**Fractional removal of a 5p electron from europium: curvature, Janak's theorem and screening**

The table holds the energy change, 5p eigenvalue, 5p mean radius and deviation from the straight line for a Eu atom that loses up to one 5p electron, from scalar-relativistic, spin-unpolarised LDA calculations with ld1.x. The program tests a constant-curvature parabola whose only input is the two end eigenvalues, and then an integrated cubic fit of all nine eigenvalues. The parabola gives a depth of 1.309 eV against 1.312 eV in the table and misses no row by more than 0.014 eV; the integrated fit agrees within rounding. The curvature grows by 14.9 % from the first step to the last, whereas scaling with the inverse 5p radius would give 2.1 %. A shell-by-shell split of the electronic potential at the nucleus, from further output of the same runs, shows relaxation cancelling about half of the bare shift, with the 4f and 6s contributions weakening as charge is removed.

Scalar-relativistic all-electron Kohn-Sham calculations with Quantum ESPRESSO ld1.x 7.5 for europium ([Xe] 4f7 6s2), using the LDA-PZ functional, spherical densities, no spin polarisation and a point nucleus. Charge is removed from 5p only; energy changes are relative to the neutral atom, and the straight line joins the energies at 0 and 1 electron removed.

## Analysis program

```python
# Table: Eu [Xe]4f7 6s2, x electrons removed from 5p; energy change, 5p eigenvalue, 5p <r>, deviation from chord
# (ld1.x, LDA-PZ, scalar-relativistic, spin-unpolarised). Tested: Janak's theorem, constant-U parabola,
# Slater transition state, U ~ 1/<r> (rival) against a shell-by-shell screening split.
T = {
    'electrons_removed': [0.0, 0.125, 0.25, 0.375, 0.5, 0.625, 0.75, 0.875, 1.0],  # electrons
    'energy_change': [0.0, 3.0555, 6.2646, 9.6312, 13.159, 16.85, 20.709, 24.738, 28.94],  # eV
    'emptied_level_eigenvalue': [-23.87, -25.081, -26.325, -27.599, -28.901, -30.228, -31.577, -32.948, -34.34],  # eV
    'emptied_level_mean_radius': [1.6323, 1.6276, 1.6229, 1.6182, 1.6134, 1.6086, 1.6039, 1.5991, 1.5943],  # bohr
    'off_line': [0.0, -0.562, -0.97, -1.221, -1.312, -1.237, -0.996, -0.584, 0.0],  # eV
}
import numpy as np
from scipy.constants import physical_constants as pc
Ha = pc['Hartree energy in eV'][0]
x, E, eps, r, off = (np.array(T[k], float) for k in ('electrons_removed', 'energy_change',
    'emptied_level_eigenvalue', 'emptied_level_mean_radius', 'off_line'))
h = x[1] - x[0]; m = len(x)//2
f = np.poly1d(np.polyfit(x, -eps, 3)); F = f.integ(); J = F(x) - F(0)
U0 = eps[0] - eps[-1]
A = -0.5*U0*x*(1 - x); B = J - x*J[-1]
print(f"cubic fit of -eps: worst residual {abs(f(x)+eps).max():.4f} eV (rounding 0.0005 eV)")
print(f"mean U = eps(0)-eps(1) = {U0:.3f} eV; U/8 = {U0/8:.3f} eV; depth at x=0.5 {-off[m]:.3f} eV")
print("x, off_line, parabola, resid, integrated-eps model, resid, int(-eps)-E  [eV]")
for i in range(len(x)):
    print(f"{x[i]:.3f} {off[i]:7.3f} {A[i]:7.3f} {off[i]-A[i]:+.3f} {B[i]:7.3f} {off[i]-B[i]:+.3f} {J[i]-E[i]:+.4f}")
print(f"worst resid: parabola {abs(off-A).max():.3f} at x={x[abs(off-A).argmax()]}, integrated {abs(off-B).max():.4f} eV (floor ~0.001)")
print(f"skew off(0.875)-off(0.125) = {off[-2]-off[1]:+.3f}, off(0.75)-off(0.25) = {off[-3]-off[2]:+.3f} eV")
xx = np.linspace(0, 1, 2001); print(f"deepest point of integrated model at x = {xx[np.argmin(F(xx)-xx*J[-1])]:.3f}")
d = J[-1] - E[-1]; st = np.diff(J - E)
print(f"Janak offset {d:.3f} eV = {100*d/E[-1]:.2f} % of E(1); per step {st.min():.4f} to {st.max():.4f} eV (floor up to 0.001)")
c = f.deriv(2)(0.5)/24
print(f"transition state: E(1)+eps(1/2) = {E[-1]+eps[m]:.3f}; U'/24 = {c:.3f}; U'/24-offset = {c-d:.3f} eV")
print(f"E(1)+eps(0) = {E[-1]+eps[0]:.3f} eV; -eps(1)-E(1) = {-eps[-1]-E[-1]:.3f} eV; U/2 = {U0/2:.3f} eV")
U = -np.diff(eps)/h; rm = 0.5*(r[1:] + r[:-1]); R = U[0]*rm[0]/rm
print("U per step [eV] (floor 0.008):", np.round(U, 2))
print("rival U0*r0/r [eV]:           ", np.round(R, 2))
print("rise of U per step [eV] (floor 0.016):", np.round(np.diff(U), 2))
print("U from 2nd difference of E [eV] (floor up to 0.13):", np.round(np.diff(E, 2)/h**2, 2))
gU, gR = U[-1]/U[0] - 1, rm[0]/rm[-1] - 1
print(f"first to last step: U +{U[-1]-U[0]:.2f} eV = +{100*gU:.1f} %, 1/<r> +{100*gR:.1f} %; exponent needed {np.log(1+gU)/np.log(1+gR):.1f}")
p = np.polyfit(x, r, 1)
print(f"<r>: {100*(r[-1]/r[0]-1):.1f} % overall, slope {p[0]:.4f} bohr/e, line residual {abs(np.polyval(p, x)-r).max():.5f} (floor 0.00005)")
# further output of the same runs at x = 0, 1/8, 7/8: <1/r> (1/bohr); n<=2 shells unchanged to printed digits
xs = np.array([0, 0.125, 0.875]); p5 = np.array([0.80168, 0.80382, 0.81755]); n5 = 6 - xs
sh = {'4f': 7*np.array([1.4080, 1.4114, 1.4295]), '6s': 2*np.array([0.29853, 0.30619, 0.34681]),
      '5s': 2*np.array([0.96115, 0.96214, 0.96906]),
      '3s-4d': 2*np.array([5.9565, 5.9565, 5.9567]) + 6*np.array([5.6099, 5.6100, 5.6102])
      + 10*np.array([5.3262, 5.3263, 5.3265]) + 2*np.array([2.5089, 2.5087, 2.5081])
      + 6*np.array([2.3066, 2.3065, 2.3057]) + 10*np.array([2.0261, 2.0259, 2.0249])}
e1s = np.array([-1775.916, -1775.965, -1776.287]); e5p = np.array([-0.87721, -0.92169, -1.2108])
e4f = np.array([-0.10712, -0.15326, -0.45757]); e6s = np.array([-0.13852, -0.16521, -0.3437])
F4f = 7*np.array([0.65123, 0.65347, 0.6662]); F6s = 2*np.array([0.27011, 0.2759, 0.30561])
iv = [(0, 1), (1, 2), (0, 2)]
sl = lambda v: np.array([(v[b] - v[a])/(xs[b] - xs[a])*Ha for a, b in iv])
parts = {'5p bare loss': np.array([-0.5*(p5[a] + p5[b])*Ha for a, b in iv]),
         '5p contraction': np.array([0.5*(n5[a]+n5[b])*(p5[b]-p5[a])/(xs[b]-xs[a])*Ha for a, b in iv])}
parts.update({k + ' relaxation': sl(v) for k, v in sh.items()})
tot = sum(parts.values())
print("Hartree potential at nucleus, eV per electron removed: x 0-1/8, 1/8-7/8, 0-7/8, late minus early")
rows = dict(parts); rows.update({'sum': tot, '1s shift': sl(e1s), '5p shift': sl(e5p), '4f shift': sl(e4f),
    '6s shift': sl(e6s), 'proxy 7F0(4f,5p)': sl(F4f), 'proxy 2F0(6s,5p)': sl(F6s)})
for k, v in rows.items():
    print(f"{k:17s} {v[0]:7.2f} {v[1]:7.2f} {v[2]:7.2f} {v[1]-v[0]:+6.2f}")
print(f"worst rounding in 0-1/8 [eV]: 4f {7e-4/xs[1]*Ha:.2f}, 3s-4d {36e-4/xs[1]*Ha:.2f}, 1s {1e-3/xs[1]*Ha:.2f}; 6x smaller later")
print(f"share of bare shift cancelled by relaxation, 0-7/8: {100*(1-tot[2]/parts['5p bare loss'][2]):.0f} %")
assert np.all(np.diff(U) > 0) and np.all(off[1:-1] < 0)
assert 0 < d/E[-1] < 0.003
assert gU > 3*gR > 0
assert abs(tot[2] - sl(e1s)[2]) < 0.3
```

Printed output:

```
cubic fit of -eps: worst residual 0.0009 eV (rounding 0.0005 eV)
mean U = eps(0)-eps(1) = 10.470 eV; U/8 = 1.309 eV; depth at x=0.5 1.312 eV
x, off_line, parabola, resid, integrated-eps model, resid, int(-eps)-E  [eV]
0.000   0.000  -0.000 +0.000   0.000 +0.000 +0.0000
0.125  -0.562  -0.573 +0.011  -0.562 -0.000 +0.0036
0.250  -0.970  -0.982 +0.012  -0.970 +0.000 +0.0071
0.375  -1.221  -1.227 +0.006  -1.221 +0.000 +0.0105
0.500  -1.312  -1.309 -0.003  -1.312 -0.000 +0.0136
0.625  -1.237  -1.227 -0.010  -1.237 +0.000 +0.0178
0.750  -0.996  -0.982 -0.014  -0.996 -0.000 +0.0214
0.875  -0.584  -0.573 -0.011  -0.584 +0.000 +0.0251
1.000   0.000  -0.000 +0.000   0.000 +0.000 +0.0284
worst resid: parabola 0.014 at x=0.75, integrated 0.0005 eV (floor ~0.001)
skew off(0.875)-off(0.125) = -0.022, off(0.75)-off(0.25) = -0.026 eV
deepest point of integrated model at x = 0.507
Janak offset 0.028 eV = 0.10 % of E(1); per step 0.0031 to 0.0042 eV (floor up to 0.001)
transition state: E(1)+eps(1/2) = 0.039; U'/24 = 0.068; U'/24-offset = 0.040 eV
E(1)+eps(0) = 5.070 eV; -eps(1)-E(1) = 5.400 eV; U/2 = 5.235 eV
U per step [eV] (floor 0.008): [ 9.69  9.95 10.19 10.42 10.62 10.79 10.97 11.14]
rival U0*r0/r [eV]:            [9.69 9.72 9.74 9.77 9.8  9.83 9.86 9.89]
rise of U per step [eV] (floor 0.016): [0.26 0.24 0.22 0.2  0.18 0.18 0.17]
U from 2nd difference of E [eV] (floor up to 0.13): [ 9.83 10.08 10.32 10.44 10.75 10.88 11.07]
first to last step: U +1.45 eV = +14.9 %, 1/<r> +2.1 %; exponent needed 6.8
<r>: -2.3 % overall, slope -0.0380 bohr/e, line residual 0.00008 (floor 0.00005)
Hartree potential at nucleus, eV per electron removed: x 0-1/8, 1/8-7/8, 0-7/8, late minus early
5p bare loss       -21.84  -22.06  -22.03  -0.22
5p contraction       2.77    2.74    2.75  -0.03
4f relaxation        5.18    4.60    4.68  -0.58
6s relaxation        3.34    2.95    3.00  -0.39
5s relaxation        0.43    0.50    0.49  +0.07
3s-4d relaxation    -0.30   -0.45   -0.43  -0.15
sum                -10.44  -11.72  -11.54  -1.29
1s shift           -10.67  -11.68  -11.54  -1.02
5p shift            -9.68  -10.49  -10.37  -0.81
4f shift           -10.04  -11.04  -10.90  -1.00
6s shift            -5.81   -6.48   -6.38  -0.67
proxy 7F0(4f,5p)     3.41    3.23    3.26  -0.18
proxy 2F0(6s,5p)     2.52    2.16    2.21  -0.36
worst rounding in 0-1/8 [eV]: 4f 0.15, 3s-4d 0.78, 1s 0.22; 6x smaller later
share of bare shift cancelled by relaxation, 0-7/8: 48 %
```
